**Configuration mixing in Ti+ seen through α and nuclear-size sensitivities**

The table holds excitation energies, α-sensitivity coefficients q and field-shift factors F for low levels of Ti+ from Dirac-Coulomb-Breit CI on exchange-only KLI orbitals, with valence Slater integrals scaled by 0.85 and a P86 correlation estimate. The program averages each term over J and uses the two 4F terms as anchors, with nothing fitted, to obtain an apparent 3d3 share from q and from F. It also prints sums over partner terms, fine-structure steps and the drift of terms for which the Coulomb interaction cannot link 3d3 and 3d2 4s. The two shares agree within 0.022; six of twelve terms, all doublets, depart from their label by more than the scatter of the unmixed terms, and both 2P terms have apparent shares near one half. The apparent share also contains the response of 3d-4s exchange and of the coupling, so it is not the true 3d3 weight of the doublets, and these values depend on configuration gaps that the method can misplace.

Calculated values. Ti+ levels from radial Dirac CI 1: relativistic CI with a closed [Ar] core, exchange-only KLI orbitals optimised for each configuration, zero-frequency Breit term, no QED terms, valence Slater integrals scaled by 0.85 and a P86 correlation estimate. q and the field-shift factor are derivatives of the excitation energy by (α/α0)² − 1 and by the mean square nuclear radius.

## Script

```python
# Table: Ti+ excitation energies E, q = dE/dx with x=(alpha/alpha0)^2-1, field-shift factors F;
# radial Dirac CI 1 (Dirac-Coulomb-Breit CI, KLI orbitals, Slater scale 0.85, P86 estimate).
# Tested: do q and F follow the configuration label? Apparent 3d3 share from F and from q
# (anchors: the two 4F terms, nothing fitted), partner sums, and dq/dE inside terms.
T = {
    'level_configuration': ['3d2 4s', '3d2 4s', '3d2 4s', '3d3', '3d3', '3d3', '3d3', '3d2 4s', '3d2 4s', '3d2 4s', '3d2 4s', '3d2 4s', '3d2 4s', '3d2 4s', '3d3', '3d3', '3d3', '3d3', '3d3', '3d3', '3d3', '3d3', '3d3', '3d3', '3d3', '3d2 4s', '3d2 4s', '3d2 4s', '3d2 4s'],
    'level_term': ['4F', '4F', '4F', '4F', '4F', '4F', '4F', '2F', '2F', '2D', '2D', '4P', '4P', '4P', '2G', '2G', '2P', '2P', '4P', '4P', '4P', '2H', '2H', '2D', '2D', '2G', '2G', '2P', '2P'],
    'level_j': ['5/2', '7/2', '9/2', '3/2', '5/2', '7/2', '9/2', '5/2', '7/2', '3/2', '5/2', '1/2', '3/2', '5/2', '7/2', '9/2', '1/2', '3/2', '1/2', '3/2', '5/2', '9/2', '11/2', '3/2', '5/2', '9/2', '7/2', '1/2', '3/2'],
    'level_excitation': [83.5, 200.1, 348.7, 1949.6, 2008.2, 2088.2, 2188.0, 5957.5, 6197.9, 9635.2, 9653.1, 10595.0, 10644.3, 10726.4, 10807.7, 10897.1, 11089.2, 11159.8, 11547.2, 11604.9, 11651.1, 14555.0, 14634.6, 16254.3, 16362.3, 16403.1, 16405.1, 20247.5, 20335.7],  # cm⁻¹
    'level_q_alpha': [81.0, 194.5, 339.3, 1562.9, 1619.8, 1696.9, 1792.0, 246.6, 482.8, 247.9, 252.5, 58.4, 110.0, 202.5, 1339.8, 1418.7, 828.9, 914.0, 1564.3, 1608.0, 1672.9, 1543.9, 1620.3, 1313.1, 1430.6, 386.9, 381.2, 1000.4, 1090.6],  # cm⁻¹
    'level_field_shift_factor': [0.0007638, 0.001845, 0.003242, -0.7043, -0.7037, -0.7028, -0.7016, -0.0854, -0.08347, -0.03838, -0.03323, 0.03196, 0.03157, 0.03291, -0.5693, -0.5659, -0.3303, -0.3405, -0.6682, -0.6549, -0.6752, -0.6669, -0.667, -0.5594, -0.5632, -0.09611, -0.09293, -0.4007, -0.3995],  # GHz/fm^2
}
from fractions import Fraction
import numpy as np
S, D = '3d2 4s', '3d3'
terms = {(S, '4F'): [(1.5, 0.0, 0.0, 0.0)]}  # lowest level 4F3/2: zero by definition
for c, t, j, e, q, f in zip(T['level_configuration'], T['level_term'], T['level_j'],
        T['level_excitation'], T['level_q_alpha'], T['level_field_shift_factor']):
    terms.setdefault((c.strip(), t.strip()), []).append((float(Fraction(str(j))), e, q, f))
A = {k: np.array(sorted(v)) for k, v in terms.items()}
cg = {k: np.average(a[:, 1:], axis=0, weights=2*a[:, 0]+1) for k, a in A.items()}
s0, d0 = cg[(S, '4F')], cg[(D, '4F')]
dq, dF = d0[1]-s0[1], d0[2]-s0[2]
wq = {k: (v[1]-s0[1])/dq for k, v in cg.items()}
wF = {k: (v[2]-s0[2])/dF for k, v in cg.items()}
lab = {k: float(k[0] == D) for k in cg}
pure = [(S, '4P'), (D, '4P'), (D, '2H')]
tq = max(abs(wq[k]-lab[k]) for k in pure)
tF = max(abs(wF[k]-lab[k]) for k in pure)
print(f"4F(3d3)-4F(3d2 4s), (2J+1) means: dq {dq:.1f} cm-1, dF {dF:.4f} GHz/fm2")
print("rounding: E, q 0.05 cm-1; F up to 0.00005 GHz/fm2; share w about 0.0001")
print(f"scatter of unmixed terms (4P, 4P, 2H) from label: w(q) {tq:.3f}, w(F) {tF:.3f}")
print("term | E, q [cm-1] | F [GHz/fm2] | w(q) w(F) | q - q from w(F) [cm-1] | beyond scatter")
nb = 0
for k, v in cg.items():
    b = abs(wq[k]-lab[k]) > tq+1e-9 and abs(wF[k]-lab[k]) > tF+1e-9
    nb += int(b)
    print(f"{k[0]:6s} {k[1]} {v[0]:8.1f} {v[1]:7.1f} {v[2]:8.4f} {wq[k]:6.3f} {wF[k]:6.3f}"
          f" {(wq[k]-wF[k])*dq:6.1f} {'yes' if b else 'no'}")
worst = max(cg, key=lambda k: abs(wq[k]-wF[k]))
print(f"beyond scatter in q and F: {nb} of {len(cg)} terms; largest |w(q)-w(F)| "
      f"{abs(wq[worst]-wF[worst]):.3f} at {worst[0]} {worst[1]}")
print("partner sums of w (1 for a closed pair; second 3d3 2D and 3d3 2F not in table)")
for t in ['4P', '2G', '2P', '2D']:
    gap = abs(cg[(S, t)][0]-cg[(D, t)][0])
    line = f"{t}: q {wq[(S,t)]+wq[(D,t)]:.3f}, F {wF[(S,t)]+wF[(D,t)]:.3f}, gap {gap:.0f} cm-1"
    if t in ('2G', '2P'):
        m = (wF[(S, t)]+1-wF[(D, t)])/2
        line += (f"; two-state: mixing {m:.2f}, coupling ~{round(gap*np.sqrt(m*(1-m)), -2):.0f},"
                 f" unmixed gap ~{round(gap*abs(1-2*m), -2):.0f} cm-1")
    print(line)
print("J steps upward: dE [cm-1] / dE per upper J / dq:dE / dF [0.001 GHz/fm2]")
r4F = []
for k, a in A.items():
    d = np.diff(a, axis=0)
    if k[1] == '4F':
        r4F += list(d[:, 2]/d[:, 1])
    print(f"{k[0]:6s} {k[1]} " + "; ".join(
        f"{x[1]:.1f}/{x[1]/j:.1f}/{x[2]/x[1]:.2f}/{1e3*x[3]:.1f}" for x, j in zip(d, a[1:, 0])))
print(f"dq:dE rounding about 0.1/|dE|; 4F steps span {min(r4F):.3f} to {max(r4F):.3f}")
print(f"gap 4P3/2 - 2P3/2 (3d3 labels): {A[(D,'4P')][1,1]-A[(D,'2P')][1,1]:.1f} cm-1")
print("drift against own 4F: dF/dE [1e-6 GHz/fm2 per cm-1], dq/dE; same inside 4F; ratios")
for k in pure:
    g = cg[k]-cg[(k[0], '4F')]
    so = A[(k[0], '4F')][-1]-A[(k[0], '4F')][0]
    print(f"{k[0]:6s} {k[1]}: {1e6*g[2]/g[0]:.2f}, {g[1]/g[0]:.4f}; inside 4F {1e6*so[3]/so[1]:.2f},"
          f" dq/dE-1 {so[2]/so[1]-1:.4f}; ratio F {so[3]/so[1]/(g[2]/g[0]):.1f},"
          f" ratio q {(so[2]/so[1]-1)/(g[1]/g[0]):.1f}")
assert dq > 0 and dF < 0
assert all(0.4 < w[(c, '2P')] < 0.6 for w in (wq, wF) for c in (S, D))
assert all(0.9 < r < 1.0 for r in r4F)
assert abs(wq[worst]-wF[worst]) < 0.04
```

Running it gives:

```
4F(3d3)-4F(3d2 4s), (2J+1) means: dq 1501.1 cm-1, dF -0.7046 GHz/fm2
rounding: E, q 0.05 cm-1; F up to 0.00005 GHz/fm2; share w about 0.0001
scatter of unmixed terms (4P, 4P, 2H) from label: w(q) 0.073, w(F) 0.051
term | E, q [cm-1] | F [GHz/fm2] | w(q) w(F) | q - q from w(F) [cm-1] | beyond scatter
3d2 4s 4F    199.6   194.1   0.0018  0.000 -0.000    0.0 no
3d3    4F   2086.9  1695.2  -0.7028  1.000  1.000    0.0 no
3d2 4s 2F   6094.9   381.6  -0.0843  0.125  0.122    3.9 yes
3d2 4s 2D   9645.9   250.7  -0.0353  0.038  0.053  -22.6 no
3d2 4s 4P  10677.1   147.7   0.0323 -0.031 -0.043   18.4 no
3d3    2G  10857.4  1383.6  -0.5674  0.792  0.808  -23.2 yes
3d3    2P  11136.3   885.6  -0.3371  0.461  0.481  -30.5 yes
3d3    4P  11618.4  1633.2  -0.6673  0.959  0.950   13.6 no
3d3    2H  14598.4  1585.6  -0.6670  0.927  0.949  -33.3 no
3d3    2D  16319.1  1383.6  -0.5617  0.792  0.800  -11.0 yes
3d2 4s 2G  16404.0   384.4  -0.0947  0.127  0.137  -15.4 yes
3d2 4s 2P  20306.3  1060.5  -0.3999  0.577  0.570   10.6 yes
beyond scatter in q and F: 6 of 12 terms; largest |w(q)-w(F)| 0.022 at 3d3 2H
partner sums of w (1 for a closed pair; second 3d3 2D and 3d3 2F not in table)
4P: q 0.928, F 0.906, gap 941 cm-1
2G: q 0.919, F 0.945, gap 5547 cm-1; two-state: mixing 0.16, coupling ~2100, unmixed gap ~3700 cm-1
2P: q 1.038, F 1.051, gap 9170 cm-1; two-state: mixing 0.54, coupling ~4600, unmixed gap ~800 cm-1
2D: q 0.830, F 0.852, gap 6673 cm-1
J steps upward: dE [cm-1] / dE per upper J / dq:dE / dF [0.001 GHz/fm2]
3d2 4s 4F 83.5/33.4/0.97/0.8; 116.6/33.3/0.97/1.1; 148.6/33.0/0.97/1.4
3d3    4F 58.6/23.4/0.97/0.6; 80.0/22.9/0.96/0.9; 99.8/22.2/0.95/1.2
3d2 4s 2F 240.4/68.7/0.98/1.9
3d2 4s 2D 17.9/7.2/0.26/5.1
3d2 4s 4P 49.3/32.9/1.05/-0.4; 82.1/32.8/1.13/1.3
3d3    2G 89.4/19.9/0.88/3.4
3d3    2P 70.6/47.1/1.21/-10.2
3d3    4P 57.7/38.5/0.76/13.3; 46.2/18.5/1.40/-20.3
3d3    2H 79.6/14.5/0.96/-0.1
3d3    2D 108.0/43.2/1.09/-3.8
3d2 4s 2G -2.0/-0.4/-2.85/-3.2
3d2 4s 2P 88.2/58.8/1.02/1.2
dq:dE rounding about 0.1/|dE|; 4F steps span 0.953 to 0.974
gap 4P3/2 - 2P3/2 (3d3 labels): 445.1 cm-1
drift against own 4F: dF/dE [1e-6 GHz/fm2 per cm-1], dq/dE; same inside 4F; ratios
3d2 4s 4P: 2.91, -0.0044; inside 4F 9.30, dq/dE-1 -0.0270; ratio F 3.2, ratio q 6.1
3d3    4P: 3.73, -0.0065; inside 4F 11.33, dq/dE-1 -0.0390; ratio F 3.0, ratio q 6.0
3d3    2H: 2.86, -0.0088; inside 4F 11.33, dq/dE-1 -0.0390; ratio F 4.0, ratio q 4.5
```
